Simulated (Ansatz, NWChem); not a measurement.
How basis sets differ on GaNH2BrCl (SMILES [NH2][Ga]([Cl])[Br])

GaNH2BrCl: 6 atoms, total charge 0, spin state singlet. As SMILES, `[NH2][Ga]([Cl])[Br]`. Geometry: relaxed at PBE0-D4/def2-TZVP.

Each level gives the HOMO–LUMO gap (eV). The values are calculated.

| level | kind | program | value (eV) | CPU time |
| --- | --- | --- | --- | --- |
| HF/STO-3G | Hartree–Fock | Ansatz | 13.60 | 6.1 s |
| HF/3-21G | Hartree–Fock | Ansatz | 13.37 | 7.7 s |
| HF/def2-SVP | Hartree–Fock | Ansatz | 13.79 | 16 s |
| HF/def2-TZVP | Hartree–Fock | NWChem | 13.59 | 6.9 min |

All-electron rows without a relativistic Hamiltonian named are non-relativistic. The values span 13.37 to 13.79 eV. A Hartree–Fock LUMO above zero doesn't converge with the basis: it sinks as sets grow more diffuse. Orbital gaps aren't excitation energies. CPU times are rough (shared hosts, several kinds of processor): they show what a rung costs within a factor of a few.

The gap shows no steady trend with basis size: it falls from STO-3G to 3-21G, rises to its maximum with def2-SVP, and drops again with def2-TZVP. The near-coincidence of the minimal-basis value, 13.60 eV, with the triple-zeta value, 13.59 eV, is therefore probably a cancellation of errors in the two frontier levels rather than a sign that STO-3G describes either orbital well.

The modest spread suggests a valence-like LUMO, plausibly with much of the empty Ga 4p character expected of three-coordinate Ga(III), while the HOMO is probably a halogen or nitrogen lone pair. Added radial and polarisation flexibility shifts both levels, and the gap records only the difference. Its large size in every row is typical of Hartree–Fock, where an occupied orbital feels the field of the other electrons but a virtual orbital feels that of all of them, with no screening by correlation. Without the separate orbital energies, the changes can't be assigned to the HOMO or the LUMO.
